**2s and 4p orbitals in the ions Ag14+ to Xe14+: steps, kinks and pair repulsion**

The table holds eigenvalues and mean radii of the 2s and 4p orbitals of eight ions of charge +14 from non-relativistic, configuration-average Hartree-Fock at the basis limit with a point nucleus. The program fits nothing: it forms steps, changes of step, ratios and hydrogenic effective charges, and makes one parameter-free estimate, the difference of the average 4p–4p and 4p–4d pair repulsions from the Slater integrals of Sb14+. The output shows that 2s deepens by 53.6 hartree and 4p by 3.06, and that the radius ratio falls while the energy ratio rises. Both levels kink where 4d begins to fill: the estimate gives 0.050 hartree against 0.048 found for 4p, while the difference of outer $\langle 1/r\rangle$ overshoots the 2s kink by a factor of 3.3. Slater integrals and ionisation energies of the same runs suggest that the small break in the 4p radius at Sn14+ comes from the 3p/4p rotation convention, and the sizes of relaxation, spin-orbit splitting and the relativistic 2s shift are printed for comparison.

Ions Ag14+ to Xe14+ computed with B-spline radial code 1 as spherical atoms, using non-relativistic Hartree-Fock for the average of the configuration, with a point nucleus and at the basis-set limit. ε is the eigenvalue and <r> the mean radius of the occupied 2s or 4p orbital.

## The fit in Python

```python
# Table: 2s and 4p eigenvalues (hartree) and mean radii (bohr), Ag14+ to Xe14+, B-spline radial code,
# non-relativistic configuration-average Hartree-Fock. Tested: steps, kinks, hydrogenic charges, 4p/4d pair repulsion.
T = {
    'ion': ['Ag14+', 'Cd14+', 'In14+', 'Sn14+', 'Sb14+', 'Te14+', 'I14+', 'Xe14+'],
    'Z': [47, 48, 49, 50, 51, 52, 53, 54],
    'N': [33, 34, 35, 36, 37, 38, 39, 40],
    'configuration': ['[Ar] 3d10 4s2 4p3', '[Ar] 3d10 4s2 4p4', '[Ar] 3d10 4s2 4p5', '[Ar] 3d10 4s2 4p6', '[Kr] 4d1', '[Kr] 4d2', '[Kr] 4d3', '[Kr] 4d4'],
    'e_2s': [-147.159, -154.282, -161.577, -169.044, -176.725, -184.577, -192.6, -200.794],  # hartree
    'e_4p': [-12.7425, -13.1431, -13.5467, -13.9531, -14.4104, -14.8711, -15.3355, -15.8035],  # hartree
    'gap': [134.417, 141.139, 148.03, 155.091, 162.315, 169.706, 177.265, 184.99],  # hartree
    'r_2s': [0.14016, 0.13703, 0.13404, 0.13118, 0.12843, 0.12579, 0.12326, 0.12082],  # bohr
    'r_4p': [0.86977, 0.84649, 0.82442, 0.80395, 0.78334, 0.76379, 0.74522, 0.72756],  # bohr
    'r_ratio': [6.2058, 6.1774, 6.1505, 6.1288, 6.0995, 6.072, 6.0462, 6.0218],
}
import numpy as np
from scipy.constants import physical_constants as pc, alpha
Ha = pc['Hartree energy in eV'][0]; cm = pc['hartree-inverse meter relationship'][0]/100
A = lambda k: np.array(T[k], float)
Z, N, e2, e4, g, r2, r4, rr = map(A, ['Z', 'N', 'e_2s', 'e_4p', 'gap', 'r_2s', 'r_4p', 'r_ratio'])
d = np.diff
def show(label, x, p): print(label + ': ' + ' '.join(f'{v:.{p}f}' for v in np.atleast_1d(x)))
print('rows: ' + ' '.join(T['ion']) + ' (steps are between neighbours; energies in hartree)')
show('Ag to Xe: deepening of 2s, of 4p, growth of gap', [e2[0]-e2[-1], e4[0]-e4[-1], g[-1]-g[0]], 2)
show('Ag to Xe: contraction % of 2s, 4p; fall % of ratio', [100*(1-x[-1]/x[0]) for x in (r2, r4, rr)], 1)
show('deepening steps 2s', -d(e2), 3); show('deepening steps 4p', -d(e4), 4); show('gap steps', d(g), 3)
s2, s4, sg = -d(e2, 2), -d(e4, 2), d(g, 2)
show('change of step, Cd..I, 2s (rounding 0.002)', s2, 3)
show('change of step, Cd..I, 4p (rounding 0.0002)', s4, 4)
show('change of step, Cd..I, gap (rounding 0.002)', sg, 3)
kink = lambda s: s[2] - np.delete(s, 2).mean()
show('kink at Sn above mean of the others: 2s, 4p, gap', [kink(s2), kink(s4), kink(sg)], 3)
show('energy ratio 2s/4p (one-electron ion 4)', e2/e4, 2)
show('one-electron radius ratio 23/6', 23/6, 3); show('fall of radius ratio per step', -d(rr), 4)
show('fraction of bare -Z^2/8 reached by 2s', -e2*8/Z**2, 3)
show('fraction of bare -Z^2/32 reached by 4p', -e4*32/Z**2, 3)
show('n=4 limits: full screening (charge 15); bare Ag, Xe', [-(Z[0]-N[0]+1)**2/32, -Z[0]**2/32, -Z[-1]**2/32], 2)
z2, z4 = 6/r2, 23/r4
show('Zeff from <r>, 2s', z2, 2); show('Zeff from <r>, 4p', z4, 2)
show('Z - Zeff, Ag and Xe: 2s, 2s, 4p, 4p', [Z[0]-z2[0], Z[-1]-z2[-1], Z[0]-z4[0], Z[-1]-z4[-1]], 2)
show('Zeff steps 2s (rounding 0.004)', d(z2), 3); show('Zeff steps 4p (rounding 0.0004)', d(z4), 3)
show('mean Zeff step and % per row: 2s, 2s, 4p, 4p', [d(z2).mean(), 100*d(np.log(z2)).mean(), d(z4).mean(), 100*d(np.log(z4)).mean()], 2)
show('Sn 4p radius above continued Ag-In Zeff trend, bohr', r4[3] - 23/(z4[2] + d(z4)[:2].mean()), 5)
show('Zeff from energy, Ag and Xe: 2s, 2s, 4p, 4p', np.sqrt([-8*e2[0], -8*e2[-1], -32*e4[0], -32*e4[-1]]), 1)
# Below: typed further outputs of the same runs. <1/r> (1/bohr) of 3s 3p 3d 4s 4p 4d with occupations
inv = {1: ([3.923171, 3.82977, 3.672744, 1.668618, 1.601628, 0], [2, 6, 10, 2, 4, 0]),
       4: ([4.235921, 4.152005, 3.997115, 1.807702, 1.72954, 1.587769], [2, 6, 10, 2, 6, 1]),
       6: ([4.443587, 4.361721, 4.213488, 1.900499, 1.820904, 1.672697], [2, 6, 10, 2, 6, 3])}
for i, (v, n) in inv.items():
    show(T['ion'][i] + ' -Zeff^2/8, e(2s) above it, sum of outer <1/r>', [-z2[i]**2/8, e2[i]+z2[i]**2/8, np.dot(v, n)], 1)
pp = 31.1568 - 2/25*16.61694; pd = 30.34799 - 20.11389/15 - 3/70*12.76056  # Sb Slater integrals, eV
show('Sb average pair repulsion 4p-4p, 4p-4d, difference, eV', [pp, pd, pp-pd], 2)
est = (pp-pd)/Ha
show('estimate of 4p kink, found, error %', [est, kink(s4), 100*(est/kink(s4)-1)], 3)
dv = inv[4][0][4] - inv[4][0][5]
show('Sb <1/r> 4p minus 4d, 2s kink found, ratio', [dv, kink(s2), dv/kink(s2)], 3)
show('steps Ag..Sb of F0(4p,4p), eV', d([28.05457, 28.82747, 29.60046, 30.35734, 31.1568]), 3)
show('steps Ag..Sb of F2(4p,4p), eV', d([14.97974, 15.38111, 15.78228, 16.20547, 16.61694]), 3)
show('steps Ag..Sn of F0(4s,4s), eV', d([28.88113, 29.67119, 30.46151, 31.25204]), 4)
IE = np.array([346.3401, 357.1579, 368.0584, 379.0413, 318.1495, 326.4807, 334.8069, 343.1295])
HO = np.array([346.7415, 357.6415, 368.6238, 379.6838, 318.8017, 327.247, 335.6867, 344.1223])
show('steps of total-energy ionisation energy, eV', d(IE), 2)
show('minus highest level less ionisation energy, eV', HO-IE, 2)
show('4p below 4d, Sb..Xe, hartree', -e4[4:] - HO[4:]/Ha, 2)
show('<r>(4d)/<r>(4p), Sb and I', [0.824225/r4[4], 0.7824909/r4[6]], 3)
show('4p spin-orbit 3 zeta/2, Cd Sb I, hartree', 1.5*np.array([38125.88, 50371.8, 60737.52])/cm, 2)
show('(Z alpha)^2, Ag and Xe', [(Z[0]*alpha)**2, (Z[-1]*alpha)**2], 3)
show('order only: bare-nucleus 2s relativistic shift, Ag, Xe', [-5/128*z**4*alpha**2 for z in (Z[0], Z[-1])], 0)
show('largest mismatch of derived columns: gap, ratio', [abs(e4-e2-g).max(), abs(r4/r2-rr).max()], 4)
assert all(d(rr) < 0) and all(d(e2/e4) > 0)
assert np.argmax(s2) == 2 and np.argmax(s4) == 2 and abs(kink(sg)) < 0.3*kink(s4)
assert np.argmin(d(z4)) == 2 and np.argmin(-d(rr)) == 2
assert 0.8 < est/kink(s4) < 1.2
```

Running it gives:

```
rows: Ag14+ Cd14+ In14+ Sn14+ Sb14+ Te14+ I14+ Xe14+ (steps are between neighbours; energies in hartree)
Ag to Xe: deepening of 2s, of 4p, growth of gap: 53.64 3.06 50.57
Ag to Xe: contraction % of 2s, 4p; fall % of ratio: 13.8 16.4 3.0
deepening steps 2s: 7.123 7.295 7.467 7.681 7.852 8.023 8.194
deepening steps 4p: 0.4006 0.4036 0.4064 0.4573 0.4607 0.4644 0.4680
gap steps: 6.722 6.891 7.061 7.224 7.391 7.559 7.725
change of step, Cd..I, 2s (rounding 0.002): 0.172 0.172 0.214 0.171 0.171 0.171
change of step, Cd..I, 4p (rounding 0.0002): 0.0030 0.0028 0.0509 0.0034 0.0037 0.0036
change of step, Cd..I, gap (rounding 0.002): 0.169 0.170 0.163 0.167 0.168 0.166
kink at Sn above mean of the others: 2s, 4p, gap: 0.043 0.048 -0.005
energy ratio 2s/4p (one-electron ion 4): 11.55 11.74 11.93 12.12 12.26 12.41 12.56 12.71
one-electron radius ratio 23/6: 3.833
fall of radius ratio per step: 0.0284 0.0269 0.0217 0.0293 0.0275 0.0258 0.0244
fraction of bare -Z^2/8 reached by 2s: 0.533 0.536 0.538 0.541 0.544 0.546 0.549 0.551
fraction of bare -Z^2/32 reached by 4p: 0.185 0.183 0.181 0.179 0.177 0.176 0.175 0.173
n=4 limits: full screening (charge 15); bare Ag, Xe: -7.03 -69.03 -91.12
Zeff from <r>, 2s: 42.81 43.79 44.76 45.74 46.72 47.70 48.68 49.66
Zeff from <r>, 4p: 26.44 27.17 27.90 28.61 29.36 30.11 30.86 31.61
Z - Zeff, Ag and Xe: 2s, 2s, 4p, 4p: 4.19 4.34 20.56 22.39
Zeff steps 2s (rounding 0.004): 0.978 0.977 0.976 0.979 0.980 0.979 0.983
Zeff steps 4p (rounding 0.0004): 0.727 0.727 0.710 0.753 0.752 0.750 0.749
mean Zeff step and % per row: 2s, 2s, 4p, 4p: 0.98 2.12 0.74 2.55
Sn 4p radius above continued Ag-In Zeff trend, bohr: 0.00048
Zeff from energy, Ag and Xe: 2s, 2s, 4p, 4p: 34.3 40.1 20.2 22.5
Cd14+ -Zeff^2/8, e(2s) above it, sum of outer <1/r>: -239.7 85.4 77.3
Sb14+ -Zeff^2/8, e(2s) above it, sum of outer <1/r>: -272.8 96.1 88.9
I14+ -Zeff^2/8, e(2s) above it, sum of outer <1/r>: -296.2 103.6 96.9
Sb average pair repulsion 4p-4p, 4p-4d, difference, eV: 29.83 28.46 1.37
estimate of 4p kink, found, error %: 0.050 0.048 5.559
Sb <1/r> 4p minus 4d, 2s kink found, ratio: 0.142 0.043 3.328
steps Ag..Sb of F0(4p,4p), eV: 0.773 0.773 0.757 0.799
steps Ag..Sb of F2(4p,4p), eV: 0.401 0.401 0.423 0.411
steps Ag..Sn of F0(4s,4s), eV: 0.7901 0.7903 0.7905
steps of total-energy ionisation energy, eV: 10.82 10.90 10.98 -60.89 8.33 8.33 8.32
minus highest level less ionisation energy, eV: 0.40 0.48 0.57 0.64 0.65 0.77 0.88 0.99
4p below 4d, Sb..Xe, hartree: 2.69 2.84 3.00 3.16
<r>(4d)/<r>(4p), Sb and I: 1.052 1.050
4p spin-orbit 3 zeta/2, Cd Sb I, hartree: 0.26 0.34 0.42
(Z alpha)^2, Ag and Xe: 0.118 0.155
order only: bare-nucleus 2s relativistic shift, Ag, Xe: -10 -18
largest mismatch of derived columns: gap, ratio: 0.0005 0.0003
```
